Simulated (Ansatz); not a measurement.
## SnTe: pressure against volume per atom

All results are calculated (Ansatz 0.2.0). Density functional stress and forces at fixed atoms, pressure and stress positive in compression, spin-unpolarised plane waves.

Cell of the first row (space group Fm-3m, No. 225):
```
SnTe
1.0
      0.0000     3.0618     3.0618
      3.0618     0.0000     3.0618
      3.0618     3.0618     0.0000
Sn Te
1 1
Direct
  0.00000 0.00000 0.00000
  0.50000 0.50000 0.50000
```

Settings of every row: periodic directions 3; functional r2SCAN; spin orbit yes; potentials PAW; wave cutoff 500 eV; k mesh 8x8x8; smearing width 0.02 eV.

```csv
row,volume per atom (Å³),pressure (GPa)
1,28.702,6.75
2,29.608,4.64
3,30.534,2.8
4,31.478,1.19
5,32.441,-0.19
6,33.424,-1.35
7,34.427,-2.37
8,35.45,?
9,36.492,-4.05
```

Question: what pressure should row 8 give?

Worked fit of pressure. Take u = (V_r/V)^(2/3) − 1 with V_r = 31.96 Å³ an atom, which is twice the finite (Eulerian) strain; such expansions in the strain, on which the Birch-Murnaghan equation of state is built, carry the rest volume and the bulk modulus. The shown rows have u = 0.07431, 0.05228, 0.0309, 0.01018, -0.00991, -0.02942, -0.04836, -0.08461. Least squares give pressure = 0.486 + 68.18 × u + 197 × u² + 286 × u³ GPa; a parabola predicts inner rows, each left out in turn, worse (root mean square 0.041 against 0.019 GPa). The rows lie off it by -0.01, 0.01, 0.01, -0.01, -0.02, 0.01, 0.01, 0.00. The pressure vanishes at u = -0.0073, or V = 32.31 Å³ an atom, and there the bulk modulus with atoms relaxed is B = −V dP/dV = (2/3)(1 + u) dP/du = 43.3 GPa. The withheld row has u = -0.06676, so the fit gives 0.486 + 68.18 × (-0.06676) + 197 × (-0.06676)² + 286 × (-0.06676)³ = -3.27 GPa.

The calculation gave -3.27 GPa. The fit meets it to the printed digit.
